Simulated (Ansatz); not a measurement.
The polar optical mode of BP at 2 GPa, worked through

Level of theory: DFT LDA, scalar-relativistic, plane waves, PAW (Ansatz). Settings: 420 eV plane-wave cutoff, Γ-centred 10×10×10 mesh, fixed occupations. No spin polarisation. Phonons by linear response, acoustic sum rule imposed.

The cell, relaxed at 2 GPa:
```
CELL_PARAMETERS angstrom
0.00000 2.23691 2.23691
2.23691 0.00000 2.23691
2.23691 2.23691 0.00000
ATOMIC_POSITIONS crystal
B 0.00000 0.00000 0.00000
P 0.75000 0.75000 0.75000
```

Linear response gives ν_TO = 830.0 cm⁻¹, Born charges ±0.676 e (positive on P) and ε∞ = 9.176. The primitive cell holds 22.386 Å³, and the masses are 10.810 and 30.974 amu.

Question: Find ν_LO and the static dielectric constant.

Answer: The long-wave field adds a restoring force: ω_LO² − ω_TO² = Z*²e²/(ε_vac ε∞ μV). In these units ν_LO² − ν_TO² = 4.92064×10⁷ Z*²/(μ V ε∞) cm⁻², with μ = m₁m₂/(m₁ + m₂) = 8.013 amu: 13669 cm⁻². So ν_LO = √(830.0² + 13669) = 838.2 cm⁻¹, and the run gives 838.2. Lyddane–Sachs–Teller then gives ε0 = ε∞ (ν_LO/ν_TO)² = 9.36, against 9.36 in the run (it forms both from the same three quantities, so the match checks the arithmetic only). Between ν_TO and ν_LO the dielectric function is negative and an undamped crystal reflects fully: a reststrahlen band from 11.9 to 12.0 μm.

Question: What do the Clausius–Mossotti polarisability and the Szigeti charge come to?

Answer: With the Lorentz local field, α = (3V/4π)(ε∞ − 1)/(ε∞ + 2) = 3.91 Å³ for the pair, and e_S = 3Z*/(ε∞ + 2) = 0.18 e. The Born charge includes the electrons' response to the dipole's own local field, and e_S takes that enhancement out. The Lorentz field assumes point-like polarisable ions, a poor picture once ε∞ is this large, since the electron clouds then overlap or are shared, so both numbers are formal here.

Question: How strongly does a slow electron couple to the LO mode?

Answer: For one isotropic parabolic band, Fröhlich's constant is α_F = (1/ε∞ − 1/ε0) √(m* Ry/ħω_LO), with Ry = 13.606 eV, ħω_LO = 103.9 meV and m* in free-electron masses: α_F = 0.0021 × 11.44 × √m* = 0.02 √m*. The band mass isn't part of this run; for m* = 0.1, 0.3 and 1 it gives 0.01, 0.01, 0.02. In weak coupling the polaron lies α_F ħω_LO below the band edge (1 meV at m* = 0.3) with a mass m*(1 + α_F/6); past α_F of about 5 or 6 that expansion fails. A semilocal functional's ε∞ tends to be too large, which taken alone lowers α_F.

Cost: 1 run of about 0.42 core-minutes, on Intel Xeon Platinum 8259CL (Skylake/Cascade Lake) (shared hosts).

The polar mode of BP is stiff but only weakly polar. Its high frequency comes from strong, directional sp³ bonds and the light boron atom, while the small LO–TO splitting reflects a modest Born charge, well screened by the electrons. The lattice therefore adds little to the dielectric constant, 9.36 against 9.176, and the Fröhlich coupling is weak for the same reason.

The positive charge on P reverses the usual III–V assignment, but it fits the known behaviour of boron pnictides. Boron's 2p shell has no p core beneath it and is compact, so the two elements attract electrons almost equally. The Born charge measures how polarisation changes as the atoms move, so its sign reflects charge flow along the bonds and doesn't establish a static P cation. Nor can the splitting reveal that sign, since it depends on the charge squared.

Weak Fröhlich coupling doesn't by itself imply high mobility, because deformation-potential and impurity scattering remain open.
